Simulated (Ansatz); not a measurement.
# Bias dependence of the vacuum decay constant on stepped Al(221) (PBE-D3(BJ)) and Al(310) (PBE)

In scanning tunnelling microscopy of a stepped metal, the decay constant sets how strongly the current responds to a change of tip height, and so enters any height or barrier read from the current. Because the bias selects the states that carry the current, this response need not be the same for filled and empty states. We calculate the density of the states between the Fermi level and the sample bias for slabs of Al(221) and Al(310), without a tip, and fit its decay between 3 and 5 Å above the top atom. The resulting $\kappa$ is compared with $\kappa_0$, the value for a free electron at the top of the window with no momentum along the surface.

## Computational details

Ansatz 0.2.0, plane-wave Kohn-Sham DFT with its default PAW datasets at cutoffs of 420 eV, level as listed. Slabs and stacks are built by hand and relaxed; a single point with 17 Å of vacuum, a dipole correction, Fermi-Dirac smearing of 0.05 eV and meshes of 16 to 20 points along the first in-plane vector gives the density of the states between the Fermi level and the sample bias. Its planar mean n(z) is fitted as exp(−2κz) between 3 and 5 Å above the top atom. Spin-paired, no spin-orbit coupling.

Notes on method and selection:

- A free electron at the Fermi level with no momentum along the surface decays with κ₀ = 0.5123·√Φ Å⁻¹, Φ in eV; momentum along the surface raises κ, and the slow approach of the potential to the vacuum level lowers it.
- The tip is left out (Tersoff-Hamann).
- Slabs this thin have discrete subbands, so κ depends on which of them fall in the window.
- Windows narrower than 0.1 V hold too few states on these meshes and are not listed; a blank corrugation was not computed at that height.
- Runs in which the search for lower states was switched off are not listed.
- Work functions and vacuum levels are read from the electrostatic potential (Hartree and local ionic parts), which a warning of a rough exchange-correlation potential in thin density does not concern.
- Sites and patterns name the starting structure; atoms can leave their sites in the relaxation.
- The default PAW datasets of this version of Ansatz are the set soft_2.
- Runs that did not converge, have known faults or may not be shown are not listed, and runs on Ansatz's PAW sets soft_1 and soft_2 are kept to separate tables.

Columns:

- bias (V): sample bias; negative images filled states.
- κ₀ of window top (Å⁻¹): 0.5123·√(Φ − E) for the highest energy E in the window, from the Fermi level.
- κ (Å⁻¹): decay constant κ of the window's density.
- corrugation (Å): corrugation at constant current, set to the mean density at the first listed height.

## Results

| member | surface | bias (V) | κ₀ of window top (Å⁻¹) | κ (Å⁻¹) | corrugation (Å) |
| --- | --- | --- | --- | --- | --- |
| −1.2 V | Al(221) (PBE-D3(BJ), Φ 4.00 eV, 3 Å) | −1.2 | 1.025 | 1.164 | 1.28 |
| −0.4 V | Al(221) (PBE-D3(BJ), Φ 4.00 eV, 3 Å) | −0.4 | 1.025 | 1.127 | 1.29 |
| +0.4 V | Al(221) (PBE-D3(BJ), Φ 4.00 eV, 3 Å) | 0.4 | 0.972 | 1.026 | 1.16 |
| +1.2 V | Al(221) (PBE-D3(BJ), Φ 4.00 eV, 3 Å) | 1.2 | 0.858 | 1.001 | 1.21 |
| −2 V | Al(310) (PBE, Φ 4.18 eV, 2.5 Å) | −2.0 | 1.047 | 1.231 | 1.18 |
| −1 V | Al(310) (PBE, Φ 4.18 eV, 2.5 Å) | −1.0 | 1.047 | ? | ? |
| −0.3 V | Al(310) (PBE, Φ 4.18 eV, 2.5 Å) | −0.3 | 1.047 | 1.211 | 1.29 |
| +0.3 V | Al(310) (PBE, Φ 4.18 eV, 2.5 Å) | 0.3 | 1.009 | 1.141 | 1.28 |
| +1 V | Al(310) (PBE, Φ 4.18 eV, 2.5 Å) | 1.0 | 0.913 | 1.054 | 1.16 |
| +2 V | Al(310) (PBE, Φ 4.18 eV, 2.5 Å) | 2.0 | 0.756 | 0.935 | 1.08 |

Cells marked ? are withheld until the estimate has been made.

## Reading the trend

On both faces $\kappa$ falls from each value shown to the next as the bias goes from negative to positive. On Al(310) it drops from 1.231 Å⁻¹ at −2 V to 0.935 Å⁻¹ at +2 V. Since the density follows $\exp(-2\kappa z)$, retracting by 1 Å lowers it by a factor of about 12 in the first case and 6.5 in the second.

The main cause is the barrier. At positive bias the window reaches up to empty states that lie closer to the vacuum level, and these extend furthest into the vacuum. Between +0.3 and +2 V on Al(310) the slope is (0.935 − 1.141) / 1.7 = −0.121 Å⁻¹ per volt, near that of $\kappa_0$, (0.756 − 1.009) / 1.7 = −0.149 Å⁻¹ per volt. At negative bias the top of the window stays at the Fermi level. Deeper states are added, but they decay faster and count for less far out, which limits their effect: $\kappa$ rises by only 0.020 Å⁻¹ between −0.3 and −2 V.

Al(221) follows the barrier less evenly. From +0.4 to +1.2 V its $\kappa$ falls by 0.025 Å⁻¹, whereas $\kappa_0$ falls by 0.114 Å⁻¹. Discrete subbands of the thin slab entering the window are a possible reason.

Every listed $\kappa$ exceeds its $\kappa_0$, by 0.054 to 0.184 Å⁻¹. Two effects act in this direction: the window also holds states below its top, and many states carry momentum along the surface. The slow approach of the potential to the vacuum level acts against them.

Near the Fermi level on the filled side, Al(310) has the larger $\kappa$, 1.211 against 1.127 Å⁻¹. Of this difference, 1.211 − 1.127 = 0.084 Å⁻¹, the work functions account for 1.047 − 1.025 = 0.022 Å⁻¹. We do not assign the rest to the step structure, because the slabs also differ in subbands. The D3(BJ) term used for Al(221) alters the electronic states only through the relaxed atomic positions. Both single points also warned of a rough exchange-correlation potential in thin density, which may touch the fitted tails.

## Blind estimate

Plain estimates from the members shown:

- −1 V (Al(310) (PBE, Φ 4.18 eV, 2.5 Å)), straight-line interpolation between −2 V and −0.3 V: w = (−1.0 − (−2.0)) / (−0.3 − (−2.0)) = 0.588, so 1.231 + 0.588 × (1.211 − 1.231) = 1.219 Å⁻¹

The interpolation between −2 and −0.3 V, 1.219 Å⁻¹, is the sound starting point because both ends image filled states. We correct it for curvature, since each deeper slice of the window counts for less.

Near the Fermi level $\kappa$ grows with depth by 0.5123 / (2 × √4.18) = 0.125 Å⁻¹ per eV. At 4 Å, the middle of the fit, a state at depth $D$ (in eV) then has the weight $\exp(-D)$, as 2 × 0.125 × 4 = 1.0. For an even density of states the mean depth of a window of width $W$ is $1 - W/(e^{W}-1)$, or 0.14, 0.42 and 0.69 eV at −0.3, −1 and −2 V. The −1 V window thus lies (0.42 − 0.14) / (0.69 − 0.14) = 0.51 of the way, which gives 1.211 + 0.51 × 0.020 = 1.221 Å⁻¹.

On Al(221) the same model has a slope of 0.5123 / (2 × √4.00) = 0.128 Å⁻¹ per eV and mean depths of 0.19 and 0.48 eV at −0.4 and −1.2 V. It gives a rise of 0.128 × (0.48 − 0.19) = 0.037 Å⁻¹, close to the calculated 1.164 − 1.127 = 0.037 Å⁻¹. On Al(310) it gives 0.125 × (0.69 − 0.14) = 0.069 Å⁻¹ from −0.3 to −2 V, where the table has 0.020, so subbands probably intervene. If they do so only beyond −1 V, the result is 1.211 + 0.125 × (0.42 − 0.14) = 1.246 Å⁻¹; if only before it, 1.231 − 0.125 × (0.69 − 0.42) = 1.197 Å⁻¹. These cases lie about 0.025 Å⁻¹ either side of the estimate, and we take 0.02 Å⁻¹ as one standard deviation.

**Committed estimate, −1 V (Al(310) (PBE, Φ 4.18 eV, 2.5 Å)): κ = 1.22 ± 0.02 Å⁻¹.**

## How the estimate fared

| member | surface | bias (V) | κ₀ of window top (Å⁻¹) | κ (Å⁻¹) | corrugation (Å) |
| --- | --- | --- | --- | --- | --- |
| −1 V | Al(310) (PBE, Φ 4.18 eV, 2.5 Å) | −1.0 | 1.047 | 1.222 | 1.22 |

| member | estimate | κ (Å⁻¹) | computed | estimate − computed | miss in error bars |
| --- | --- | --- | --- | --- | --- |
| −1 V (Al(310) (PBE, Φ 4.18 eV, 2.5 Å)) | committed | 1.220 | 1.222 | −0.002 | 0.1 |
| −1 V (Al(310) (PBE, Φ 4.18 eV, 2.5 Å)) | interpolation | 1.219 | 1.222 | −0.003 |  |

The calculated value at −1 V, 1.222 Å⁻¹, lies well inside the error bar of our estimate, 1.22 ± 0.02 Å⁻¹. The straight line gave 1.219 Å⁻¹, so our curvature correction brought no gain that matters.

On Al(310) the simplest expectation held: with the top of the window fixed at the Fermi level, deeper filled states change $\kappa$ little. The size given by our barrier model did not hold. It predicts rises of 0.125 × 0.28 = 0.035 Å⁻¹ from −0.3 to −1 V and 0.125 × 0.27 = 0.034 Å⁻¹ from −1 to −2 V, where the calculation gives 0.011 and 0.009 Å⁻¹. The shortfall is thus shared almost equally between the two intervals, and neither of our limiting cases, with subbands acting on only one side of −1 V, applies.

The model's close match on Al(221) therefore looks accidental. It also fails closer to the Fermi level: in a filled-state window narrower than 0.1 V, left out of the table, $\kappa$ is higher than at −0.4 V. There $\kappa$ falls as deeper states are added, where the model has it rise. We were wrong to treat the faster decay of deeper states as a general rule for these slabs. On Al(310) something offsets most of the faster decay expected of deeper states. Subbands that add states with little momentum along the surface would act in this direction.

## Where the trend breaks

Among the listed windows, Al(221) at +0.4 V stands out. Its $\kappa$ lies only 1.026 − 0.972 = 0.054 Å⁻¹ above $\kappa_0$, while the other nine members lie 0.102 to 0.184 Å⁻¹ above it. A subband just above the Fermi level with little momentum along the surface is a possible reason, since such states decay slowly. At +1.2 V the excess is back to 0.143 Å⁻¹. The small excess is not peculiar to the +0.4 V window, however: in an empty-state window narrower than 0.1 V, also left out of the table, it is smaller still.

These two narrow windows break the trend we read for Al(221). From −0.4 V to the narrow filled-state window $\kappa$ rises instead of falling. From there to the narrow empty-state window it drops by far more than $\kappa_0$ does, so the barrier, which we named as the main cause, cannot explain that step. Both windows hold few states on our mesh, which makes their values uncertain, but without them the trend looks smoother than it is. The Al(310) images include no window this narrow, so its steady fall is untested close to the Fermi level.

The largest excesses, 0.184 and 0.179 Å⁻¹, belong to Al(310) at −2 and +2 V. A wide window includes many states well below its top, which can raise $\kappa$ but not $\kappa_0$. On the filled side this explains little, since widening the window from −0.3 to −2 V adds only 1.231 − 1.211 = 0.020 Å⁻¹; most of the excess is already there in the narrow window.



## Closing remarks

From −2 to +2 V on Al(310), $\kappa$ changes little for filled states and falls clearly for empty ones. Interpolating between neighbouring biases reproduces its values at −1, +0.3 and +1 V to 0.003 Å⁻¹, but misses by 0.033 Å⁻¹ at −0.3 V, where the curve bends. On Al(221) the misses are 0.03 to 0.04 Å⁻¹, and close to the Fermi level $\kappa$ does not fall steadily with bias. The images of each face come from one slab thickness and one mesh, and the lowest layers were held fixed in the relaxation. How much of the detail belongs to these particular slabs is therefore open.

Read as an apparent barrier, $(\kappa/0.5123)^2$, the decay on Al(310) gives (1.222 / 0.5123)² = 5.69 eV at −1 V and (1.054 / 0.5123)² = 4.23 eV at +1 V, for a work function of 4.18 eV. Agreement at one bias is therefore no proof that the work function has been measured.

The field of a real tip could remove most of this asymmetry. For a tip of equal work function it shifts the mean barrier by about half the bias, or 1 eV at ±2 V. A free electron at the top of the window then meets a mean barrier of 4.18 − 1 = 3.18 eV at either sign, for which $\kappa_0$ is 0.913 Å⁻¹. This lowers the decay constant by 1.047 − 0.913 = 0.134 Å⁻¹ on the negative side and raises it by 0.913 − 0.756 = 0.157 Å⁻¹ on the positive side.
